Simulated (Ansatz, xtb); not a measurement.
## Two conformers of CH4OSeSi

Structure I is `C[Si](O)=[Se]`, a singlet and structure II is `C[Si](O)=[Se]`, a singlet. Both are isolated molecules in the gas phase, relaxed with PBE0-D3(BJ)/def2-SVP.

I (Å):

```yaml
atoms:
  - { symbol: C, position_ang: [-1.6570, -2.1907, 1.2274] }
  - { symbol: O, position_ang: [0.0361, -0.0089, 0.9046] }
  - { symbol: Se, position_ang: [1.6321, -2.7591, -0.0289] }
  - { symbol: Si, position_ang: [0.0313, -1.6461, 0.6913] }
  - { symbol: H, position_ang: [-2.4217, -1.6611, 0.6381] }
  - { symbol: H, position_ang: [-1.8116, -1.9250, 2.2850] }
  - { symbol: H, position_ang: [-1.7762, -3.2742, 1.0998] }
  - { symbol: H, position_ang: [0.8657, 0.4217, 0.6643] }
```

II (Å):

```xyz
8

C    -1.0060   -1.1685    0.1516
O     1.1817   -2.8826   -0.5395
Se    2.3123   -0.0781    0.7287
Si    0.8452   -1.4002    0.1036
H    -1.2505   -0.1845    0.5734
H    -1.4330   -1.2373   -0.8622
H    -1.4789   -1.9483    0.7706
H     0.4368   -3.4332   -0.8034
```

Energies in hartree; the thermal terms are from PBE0-D3(BJ)/def2-SVP harmonic frequencies (ideal gas, rigid rotor, one conformer each, 298.15 K, 1 atm) and include the zero-point energy:

```
                               I            II
E, CCSD(T)/def2-SVP  −2804.135621  −2804.128021
    E, MP2/def2-SVP  −2804.090310  −2804.082474
  E, MP2/def2-TZVPP  −2804.782909  −2804.776251
  zero-point energy      0.052961      0.052526
       H(298 K) − E      0.059994      0.059633
       G(298 K) − E      0.021676      0.021506
```

Q: Correct the CCSD(T) difference for the basis set by the MP2 change, then work out ΔE, ΔE₀, ΔH and ΔG for I → II in kcal/mol (1 Eh = 627.51 kcal/mol) and the equilibrium ratio [II]/[I].

A: 1. Differences II − I: CCSD(T) +0.007600, MP2 in the small set +0.007836, MP2 in the large set +0.006658 Eh.
2. ΔE = +0.007600 + (+0.006658 − (+0.007836)) = +0.006422 Eh = +4.03 kcal/mol.
3. ΔE₀ = ΔE + ΔZPE = +0.006422 + (−0.000435) Eh = +3.76 kcal/mol.
4. ΔH = ΔE + (−0.000361) Eh = +3.80 kcal/mol.
5. ΔG = ΔE + (−0.000170) Eh = +3.92 kcal/mol, so ΔS = (ΔH − ΔG)/T = −1.7 J/(mol K).
6. kT = 0.9442 mEh, so K = [II]/[I] = exp(−ΔG/kT) = exp(−6.62) ≈ 0.0013.

Structure I is favoured at this temperature. An error of 1 kcal/mol in ΔG would change K by a factor of 5.4. Mirror images and further conformers aren't counted.

Other levels gave ΔE = +4.8 (PBE0-D3(BJ)/def2-SVP); +4.8 (HF/def2-SVP); +4.9 (MP2/def2-SVP); +4.8 (CCSD(T)/def2-SVP) kcal/mol. The correlated steps freeze 16 core orbitals; the filled d shell of Se is correlated, in a basis made for valence electrons. Programs: Ansatz 0.2.0.

The two minima differ in the orientation of the hydroxyl group: its hydrogen lies on the selenium side of the Si–O bond in I and on the methyl side in II. The preference for I parallels the syn preference of carboxylic acids. With the O–H bond turned towards the negatively polarised selenium, the local dipoles are better aligned, and the in-plane oxygen lone pair avoids selenium and can donate into the Si–Se σ* orbital. In II that lone pair faces selenium, and the hydroxyl hydrogen is turned towards the methyl group. The H···Se separation in I is too long for a strong hydrogen bond, so the attraction is probably mainly electrostatic.

Hartree–Fock and CCSD(T) give the same gap in the small basis, which suggests that differential correlation matters little. The larger basis narrows the gap, probably through a better description of polarisation around oxygen and selenium. Thermal terms barely alter the preference, as expected for a rotation about one bond. How quickly the conformers interconvert depends on the torsional barrier, which these minima do not give.
